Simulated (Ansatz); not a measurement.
ZnGeAs2: the change of energy above lowest point with volume scale

All results are calculated (Ansatz 0.2.0). Free energy against uniform scaling of the volume at fixed shape and fractions; periodic cell, basis, potentials, k mesh and filling as listed.

The cell before it is scaled or strained (space group I-42d, No. 122):
```
cell vectors (Å)
  -2.8350     2.8350     5.5750
   2.8350    -2.8350     5.5750
   2.8350     2.8350    -5.5750
atoms (fractions of the cell vectors)
Zn  0.00000  0.00000  0.00000
Zn  0.75000  0.25000  0.50000
Ge  0.50000  0.50000  0.00000
Ge  0.25000  0.75000  0.50000
As  0.37500  0.38900  0.51400
As  0.61100  0.12500  0.98600
As  0.87500  0.86100  0.48600
As  0.13900  0.62500  0.01400
```

Settings of every row: functional PBEsol; dispersion D3(BJ); potentials PAW; wave cutoff 462.59 eV; density cutoff 1850.4 eV; k mesh 6x6x6; k shift 0x0x0; occupations fixed; smearing width 0 eV; spin none.

Limits: coarse k mesh, up to 40 meV an atom off.

```
row  volume scale  V (Å³/atom)  energy above lowest point (meV/atom)
  1          0.92       20.611                                  18.5
  2        0.9467        21.21                                   4.8
  3        0.9733       21.806                                     0
  4             1       22.404                                   2.8
  5        1.0267       23.002                                  12.1
  6        1.0533       23.598                                     ?
  7          1.08       24.196                                  46.6
```

Question: what energy above lowest point should row 6 give?

Worked fit of energy above lowest point. Take u = (V_r/V)^(2/3) − 1 with V_r = 22.105 Å³ an atom, which is twice the finite (Eulerian) strain; such expansions in the strain, on which the Birch-Murnaghan equation of state is built, carry the rest volume and the bulk modulus. The shown rows have u = 0.04776, 0.02794, 0.00912, -0.00892, -0.02617, -0.05848. Least squares give energy above lowest point = 0.52 − 157.1 × u + 10999 × u² + 3629 × u³ meV/atom; a parabola predicts inner rows, each left out in turn, worse (root mean square 0.17 against 0.0078 meV/atom). All shown rows lie on it to the printed digit. Its lowest point lies at u = 0.0071, or V = 21.87 Å³ an atom, and the curvature there gives the bulk modulus at fixed shape and fractions, B = (4/9)(1 + u)² E″(u)/V = 73.2 GPa. Letting shape and atoms relax would as a rule lower it, by much in layered, chain or molecular crystals. The withheld row has u = -0.04264, so the fit gives 0.52 − 157.1 × (-0.04264) + 10999 × (-0.04264)² + 3629 × (-0.04264)³ = 26.9 meV/atom.

The calculation gave 27 meV/atom. The fit lies 0.1 meV/atom (0.21 % of the column's range) below it, one unit of the last digit.
